**Q:** I have a chain of three silicon atoms linked by two nitrogens, with methyl groups on every silicon and nitrogen. Could I have guessed its orbital energies, and how strongly each orbital sits on one atom, before running B3LYP?

Kohn-Sham orbitals of the neutral singlet molecule C10H30N2Si3, computed with PySCF 2.14.0 at the B3LYP/6-31G(d) level with density fitting, in the gas phase at a GFN2-xTB geometry. The largest atom weight is the fraction of the orbital on its leading atom, from Löwdin populations.

| row | orbital energy (eV) | orbital label | orbital largest atom weight |
| --- | --- | --- | --- |
| 1 | -7.820 | HOMO-4 | 0.170 |
| 2 | -7.790 | HOMO-3 | 0.170 |
| 3 | -7.740 | HOMO-2 | 0.160 |
| 4 | -6.000 | HOMO-1 | 0.310 |
| 5 | -5.650 | HOMO | 0.320 |
| 6 | 1.550 | LUMO | 0.050 |
| 7 | 1.930 | LUMO+1 | 0.170 |
| 8 | 2.230 | LUMO+2 | 0.140 |
| 9 | 2.350 | LUMO+3 | 0.090 |

**A:** For the occupied levels, partly. Start with the kinds of electron pair near the top of the occupied set. Each nitrogen has a lone pair, and the silicon atoms hold their methyl groups by Si-C bonds. Which should lie higher?

**Q:** Nitrogen is more electronegative than carbon, so I would put its electrons lower.

**A:** That would hold if both pairs were in bonds. A bonding pair is lowered by the attraction of two nuclei, whereas a lone pair has no partner atom to lower it. Here that outweighs the electronegativity. In the calculation HOMO and HOMO-1 are led by the nitrogens, and a gap of 1.74 eV separates them from HOMO-2. The next three levels are led by methyl carbons, two of them with a clear part on the terminal silicons, as expected of Si-C bonding orbitals.

**Q:** There are two lone pairs. Is the HOMO one of them and HOMO-1 the other?

**A:** No, and the weights show it. The largest atom weight is the fraction of the orbital assigned to its leading atom. In the HOMO both nitrogens carry the same weight, 0.32, and in HOMO-1 they carry 0.31 each. Neither orbital belongs to one nitrogen.

The reason is that the two nitrogens occupy equivalent places in the chain. Two sites of equal energy $\alpha$, joined by a coupling $t$, give the levels

$$E_\pm=\alpha\pm|t|,$$

and each level is spread half and half over the sites, however small $t$ is. The strength of the coupling appears in the splitting, not in the weights. The observed splitting of 0.35 eV would mean $|t|\approx0.18$ eV, although two levels can't test a formula with two constants.

**Q:** Half and half would give 0.5 on each nitrogen, not 0.32.

**A:** One half is the ceiling for an orbital shared equally by two atoms. The lone pairs also mix with neighbouring bonds, which moves part of each orbital onto other atoms. Let $s$ be the share that remains on the leading atoms and $n$ the number of atoms that divide it. The estimate for the largest weight is then

$$w\approx\frac{s}{n}.$$

I set $s=0.63$ from the two lone-pair rows alone. Add one typical energy for each kind of pair, $-5.8$ eV for the lone pairs and $-7.8$ eV for the Si-C levels, and the rule is complete with three parameters.

**Q:** Let me try the HOMO. It is a lone-pair level, so its energy should be about $-5.8$ eV. Two nitrogens share it, so $w\approx0.63/2\approx0.32$.

**A:** The table has $-5.65$ eV and 0.32. That row helped to set both constants, so the agreement only shows that they describe it. Now take HOMO-3, which played no part in setting $s$. Its leading atoms are one methyl carbon at each end of the chain and the silicon to which each is bonded.

**Q:** That makes four atoms, so $w\approx0.63/4\approx0.16$, at an energy near $-7.8$ eV.

**A:** The computed weight is 0.17 and the energy $-7.79$ eV. The weight tests whether the share $s$ carries over, once the count of four is given. The energy is no test, because this row entered the Si-C average. For the three Si-C rows together, the estimated weight is within a tenth of the computed one.

**Q:** So Si-C orbitals keep the same share on their leading atoms as lone pairs do?

**A:** Not quite, and the good result is partly luck. In HOMO-3 the four atoms hold only a little over half of the orbital, less than the share of 0.63 in the rule, which by itself would make the estimate too high. They also divide it unevenly, with more on carbon than on silicon, so the leading atom has about 1.2 times the average. The two errors largely cancel. Trust the rule for the size of the weight, not for its second digit.

**Q:** How would I have known that four atoms take part? The molecule has eight Si-C bonds.

**A:** You wouldn't, from the formula alone. I took the number from the computed orbital, counting each atom with at least half the largest weight. The results I used list four atoms at most, and in each of the three Si-C levels all four pass. A fifth might pass too, and the estimate would then be lower, so the agreement is only weak support for the rule. If the eight bonds shared the orbital evenly, with equal parts on carbon and silicon and the same total share of 0.63, each carbon would carry only about 0.04, a quarter of what is found. Eight similar bonds combine into eight orbitals, each with its own pattern, and an individual pattern can favour a few bonds strongly. For the lone pairs the structure does settle the count, because there are just two and this conformer keeps them equivalent. A conformer that made them unlike could push each orbital towards one nitrogen. With the symmetry given, the count needs no computer, but the share of 0.63 was set on these same two levels, and no other molecule has been tried.

**Q:** And the energies?

**A:** The two typical energies reproduce the five occupied levels to within about 0.2 eV, but they are averages over those same levels. If you knew only one lone-pair level and used it for the other, you would miss by the full splitting of 0.35 eV. The Si-C levels lie within 0.08 eV of one another, so the rule can't order them, and another geometry or functional might change their order.

**Q:** Can I carry the rule over to the empty orbitals?

**A:** No. With the same way of counting, the estimate is too high for each of the four empty levels, by a factor between 1.2 and about 3. For the LUMO and LUMO+3 the short list of atoms may cause part of the misfit, but for LUMO+1 and LUMO+2 the count is complete and the estimate is still too high. The counted atoms hold only 0.2 to 0.36 of these orbitals, so the picture of a pair kept on a few atoms has gone. Their energies are no better as a target: they are positive, and without diffuse functions such levels depend strongly on the basis set.

**Q:** Then at least the HOMO tells me what it costs to remove an electron?

**A:** Not with this functional. Computing the cation separately gives a vertical ionisation energy of 7.25 eV, which is 1.6 eV more than the HOMO energy with its sign reversed. B3LYP leaves an electron partly repelling itself, and this pushes the occupied levels up. The rule estimates orbital energies at this level of theory, not ionisation energies.

**Q:** Is any of this useful to someone who deposits films?

**A:** Compounds with Si-N bonds serve as precursors for silicon nitride and silicon oxide layers in devices. The calculation places the highest electrons on nitrogen, which fits the usual picture of acidic surface groups attacking there. It says nothing about how fast a film grows. The output below lists the count and the estimate for each orbital.

Printed output of the fit:

```
share s of a lone-pair orbital on its two N atoms: 0.63
largest atom weight by the rule s/n:
  row  atoms counted n  held by counted atoms  largest over average  estimate  table  estimate over table
    1                4                  0.534                 1.273    0.1575   0.17               0.9265
    2                4                  0.555                 1.225    0.1575   0.17               0.9265
    3                4                  0.536                 1.194    0.1575   0.16               0.9844
    4                2                  0.618                 1.003     0.315   0.31                1.016
    5                2                  0.637                 1.005     0.315   0.32               0.9844
    6                4                  0.199                 1.005    0.1575   0.05                 3.15
    7                3                  0.355                 1.437      0.21   0.17                1.235
    8                3                  0.357                 1.176      0.21   0.14                  1.5
    9                4                  0.235                 1.532    0.1575   0.09                 1.75
largest error of the weight rule on the three Si-C rows (percent): 7.353
carbon weight if all eight Si-C bonds shared evenly: 0.03938
mean energy of the N lone pairs (eV): -5.825
mean energy of the Si-C levels (eV): -7.783
distance between the two means (eV): 1.958
splitting of the two lone-pair levels (eV): 0.35
span of the three Si-C levels (eV): 0.08
gap from HOMO-2 up to HOMO-1 (eV): 1.74
largest miss of the two group energies on the five occupied rows (eV): 0.175
largest miss of the group energy on the Si-C rows (eV): 0.04333
delta-SCF ionisation energy less minus the HOMO energy (eV): 1.6
```
